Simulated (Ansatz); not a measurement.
Ni: pressure and energy change per atom as volume scale varies

Results calculated with Ansatz 0.2.0, not measured. Plane-wave DFT, scalar-relativistic PAW made under PBE with cores redone for the functional, no dispersion; the given relaxed cell is scaled uniformly, energy at zero smearing counts from the unscaled cell, pressure at the given Fermi-Dirac smearing is positive in compression.

The cell before it is scaled or strained (space group Im-3m, No. 229):
```
cell vectors (Å)
  -1.3824     1.3824     1.3824
   1.3824    -1.3824     1.3824
   1.3824     1.3824    -1.3824
atoms (fractions of the cell vectors)
Ni  0.00000  0.00000  0.00000
```

Settings of every row: spin polarised yes; functional r2SCAN; wave cutoff 500 eV; smearing width 0.05 eV; k mesh 18x18x18.

Atom:
| element | starting moment (Bohr magneton) |
| --- | --- |
| Ni | 0.68 |

Limits: search for a lower magnetic state is off; the cell comes from a prototype or a list of computed structures and needn't be the stable phase; with one magnetic atom in the cell only parallel moments are possible.

| row | volume scale | V (Å³/atom) | pressure (GPa) | energy change per atom (meV) | largest site moment (Bohr magneton) |
| --- | --- | --- | --- | --- | --- |
| 1 | 0.88 | 9.299 | 38.09 | 133.86 | 0.63 |
| 2 | 0.92 | 9.722 | 22.39 | 54.94 | 0.64 |
| 3 | 0.96 | 10.145 | ? | ? | ? |
| 4 | 1.04 | 10.99 | -7.56 | 10.19 | 0.69 |
| 5 | 1.08 | 11.413 | -13.67 | 38.66 | 0.71 |
| 6 | 1.12 | 11.835 | -18.44 | 81.57 | 0.73 |

Question: what pressure and energy change per atom should row 3 give?

Worked fit of pressure. Take u = (V_r/V)^(2/3) − 1 with V_r = 10.99 Å³ an atom, which is twice the finite (Eulerian) strain; such expansions in the strain, on which the Birch-Murnaghan equation of state is built, carry the rest volume and the bulk modulus. The shown rows have u = 0.11783, 0.08516, 0, -0.02486, -0.04818. Least squares give pressure = −7.649 + 269.99 × u + 995.61 × u² GPa; a straight line predicts inner rows, each left out in turn, worse (root mean square 2.8 against 0.24 GPa). The rows lie off it by 0.10, -0.17, 0.09, 0.08, -0.09 (root mean square 0.11 GPa). The pressure vanishes at u = 0.0259, or V = 10.58 Å³ an atom, and there the bulk modulus at fixed shape and fractions is B = −V dP/dV = (2/3)(1 + u) dP/du = 220 GPa. The withheld row has u = 0.05478, so the fit gives −7.649 + 269.99 × (0.05478) + 995.61 × (0.05478)² = 10.13 GPa.

The calculation gave 9.99 GPa. The fit lies 0.14 GPa (1.4 % of the value, 0.25 % of the column's range) above it; its largest miss of a shown row is 0.17 GPa.

Worked fit of energy change per atom. Take u = (V_r/V)^(2/3) − 1 with V_r = 10.99 Å³ an atom, which is twice the finite (Eulerian) strain; such expansions in the strain, on which the Birch-Murnaghan equation of state is built, carry the rest volume and the bulk modulus. The shown rows have u = 0.11783, 0.08516, 0, -0.02486, -0.04818. Least squares give energy change per atom = 9.61 − 765.025 × u + 15392.56 × u² meV; a straight line predicts inner rows, each left out in turn, worse (root mean square 44 against 1.6 meV). The rows lie off it by 0.68, -1.15, 0.58, 0.52, -0.63 (root mean square 0.75 meV). The withheld row has u = 0.05478, so the fit gives 9.61 − 765.025 × (0.05478) + 15392.56 × (0.05478)² = 13.89 meV.

The calculation gave 12.89 meV. The fit lies 1.00 meV (7.8 % of the value, 0.81 % of the column's range) above it; its largest miss of a shown row is 1.15 meV.

The other values of row 3: largest site moment 0.66 Bohr magneton.
